Superconvergence sum rules as a check on an aluminium n, k table

A table of refractive index n and extinction coefficient k, stitched from ellipsometry, infrared and X-ray data, must obey three integral identities (Altarelli, Dexter, Nussenzveig and Smith, 1972). Conventions: fields vary as exp(−iωt), E = ħω in eV, the medium is passive, isotropic, nonmagnetic and local, N = n + ik, and ε = N² = ε₁ + iε₂. All integrals run from 0 to ∞ unless marked.

(1) ∫ [n − 1] dE = 0 (inertial rule)
(2) ∫ [ε₁ − 1] dE = −πS/2, with S = ħσ_dc/ε₀
(3) ∫ E k (n − 1) dE = 0

In Gaussian units S = 4πħσ_dc, so (2) reads ∫[ε₁ − 1] dω = −2π²σ_dc. In practical units the right side is −1.168×10⁴ eV divided by the resistivity ρ in µΩ·cm. It vanishes for an insulator.

Why they hold

Causality makes ε analytic for Im E > 0, and passivity keeps it free of zeros there, so N is analytic too. Both are real on the imaginary axis E = iξ. Electron inertia makes ε − 1 and N − 1 fall as 1/E². Integrate a function g counterclockwise around the first quadrant, with a small arc of radius δ at the origin. The large arc vanishes, so ∫g dE = i∫g(iξ)dξ − (small arc).

For g = N − 1 the imaginary-axis term is purely imaginary. In a normal metal N grows only as E^(−1/2), so the small arc vanishes as √δ. The real part is (1).
For g = ε − 1 the imaginary-axis term is again imaginary, but g ≈ iS/E near zero. The arc from iδ to δ gives iS × (−iπ/2) = πS/2. The real part is (2).
For g = E(N − 1)² the imaginary-axis term is real and g stays finite at zero. Since Im g = 2Ek(n − 1), the imaginary part is (3).

The one-mode model

One damped free-electron mode shows all three rules:

ε = 1 − Ep²/[E(E + iΓ)], ε₁ − 1 = −Ep²/(E² + Γ²), ε₂ = Ep²Γ/[E(E² + Γ²)].

Typical inputs for fcc aluminium: lattice constant 4.05 Å, three valence electrons per atom, ρ = 2.65 µΩ·cm. The density 12/a³ = 1.806×10²³ cm⁻³ gives Ep = ħ√(density × e²/ε₀m) = 15.78 eV. Near E = 0, ε ≈ iEp²/(ΓE), so S = Ep²/Γ, and matching ρ fixes Γ = ε₀ρEp²/ħ = 0.0888 eV.

Rule (2). The integral is elementary: ∫₀^W (ε₁ − 1) dE = −(Ep²/Γ) arctan(W/Γ), which tends to −πEp²/(2Γ) = −πS/2, exactly the general form. Its value, −4.4×10³ eV, restates ρ, because Γ was fitted to it.

Rule (1). Setting n = 1 gives ε₁ = 1 − ε₂²/4, that is 4E²(E² + Γ²) = Ep²Γ². There is one crossing, E₁² = Γ[√(Γ² + Ep²) − Γ]/2, so E₁ = 0.835 eV, with n > 1 below and n < 1 above. The contour argument makes the two lobes cancel exactly, and both have closed forms for Γ ≪ Ep. For E ≫ Γ put Γ = 0. Then n = 0 below Ep, contributing −Ep, and n = √(1 − Ep²/E²) above, contributing Ep(1 − π/2). The total is −πEp/2 = −24.79 eV. For E ≪ Ep, N ≈ iEp/√[E(E + iΓ)], and

∫₀^W n dE ≈ Ep[π/2 − 2 arg(√W + √(W + iΓ))],

which tends to +πEp/2 whatever Γ is. Smaller damping only squeezes this area to lower energy. At Γ = 0 it collapses into a pole of N at the origin, which is why (1) excludes superconductors. For W ≫ Γ the arg is Γ/(4W). Cutting at E₁ ≈ √(EpΓ/2) and subtracting the 1 gives a positive lobe πEp/2 − √(2EpΓ) = 23.11 eV. Quadrature of the full model gives +23.12 eV below E₁ and −23.12 eV above.

Rule (3). Because nk = ε₂/2, ∫E n k dE = (Ep²/2)∫Γ/(E² + Γ²) dE = πEp²/4 = 195.6 eV². The rule demands the same value for ∫E k dE. At Γ = 0 this is the quarter circle ∫₀^Ep √(Ep² − E²) dE = πEp²/4, and quadrature at the model's Γ also gives 195.6 eV².

What a finite table sees

Assume a table running from 0.1 eV (12.4 µm) to 100 eV. The model's budget is:

Integrand | total | positive lobe | below 0.1 eV | above 100 eV
n − 1 (eV) | 0 | 23.12 | 18.54 | −1.25
ε₁ − 1 (eV) | −4.4×10³ | none | −2.4×10³ | −2.5
E k (n − 1) (eV²) | 0 | 170.3 | 104.3 | −0.0005

Within the table, ∫(n − 1)dE = −17.29 eV and ∫|n − 1|dE = 26.45 eV. Their ratio ζ, which is zero for complete consistent data, is −0.65, although every entry is exact. The cause is that 80 % of the positive lobe lies below 0.1 eV. A test therefore needs a Drude extension to zero energy, with S from a four-point-probe resistivity of the same film, and a high-energy tail close to −Ep²/(2E_max). Only the residue left after both extensions signals inconsistent data. All three rules probe the infrared extension, and only (1) is sensitive to the upper cut-off.

Limits of the model

The lobes are the model's, not aluminium's. The real metal has an interband band near 1.5 eV, where n is typically about 2.8 and the model gives 0.31, low by a factor of about 9. The crossing typically lies a little above 2 eV, so part of the positive lobe moves out of the far infrared. Core absorption is also missing. Above the K edge (typically near 1.6 keV) all 13 electrons respond, and the tail beyond 10 keV is −(13/3)Ep²/(2E_max) = −0.054 eV. The totals are unaffected: a bound oscillator has no pole at E = 0 and adds nothing to (2), and the contour argument for (1) and (3) never used the number of modes.